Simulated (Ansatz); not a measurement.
## MnRh: the change of energy above lowest point with volume scale

Results calculated with Ansatz 0.2.0, not measured. Free energy against uniform scaling of the volume at fixed shape and fractions; periodic cell, basis, potentials, k mesh and filling as listed.

The cell before it is scaled or strained (space group Pm-3m, No. 221):
```
MnRh
1.0
      3.0440     0.0000     0.0000
      0.0000     3.0440     0.0000
      0.0000     0.0000     3.0440
Mn Rh
1 1
Direct
  0.00000 0.00000 0.00000
  0.50000 0.50000 0.50000
```

Settings of every row: functional PBEsol; dispersion none; potentials all-electron LAPW; k mesh 9x9x9; k shift 0x0x0; occupations fermi dirac; smearing width 0.1 eV; spin collinear.

Limits: coarse k mesh, up to 40 meV an atom off; with one magnetic atom in the cell only parallel moments are possible.

```
row  volume scale  V (Å³/atom)  energy above lowest point (meV/atom)
  1          0.94       13.257                                     0
  2          0.97        13.68                                   4.9
  3             1       14.103                                     ?
  4          1.03       14.526                                  57.3
  5          1.06       14.949                                   100
```

Question: what energy above lowest point should row 3 give?

Worked fit of energy above lowest point. Take u = (V_r/V)^(2/3) − 1 with V_r = 14.103 Å³ an atom, which is twice the finite (Eulerian) strain; such expansions in the strain, on which the Birch-Murnaghan equation of state is built, carry the rest volume and the bulk modulus. The shown rows have u = 0.0421, 0.02051, -0.01951, -0.03809. Least squares give energy above lowest point = 24.84 − 1318.3 × u + 17259 × u² meV/atom; a straight line predicts inner rows, each left out in turn, worse (root mean square 16 against 0.42 meV/atom). The rows lie off it by 0.1, -0.2, 0.2, -0.1. Its lowest point lies at u = 0.0382, or V = 13.33 Å³ an atom, and the curvature there gives the bulk modulus at fixed shape and fractions, B = (4/9)(1 + u)² E″(u)/V = 199 GPa. The withheld row has u = 0, so the fit gives 24.84 − 1318.3 × (0) + 17259 × (0)² = 24.8 meV/atom.

The calculation gave 24.9 meV/atom. The fit lies 0.1 meV/atom (0.1 % of the column's range) below it, one unit of the last digit.
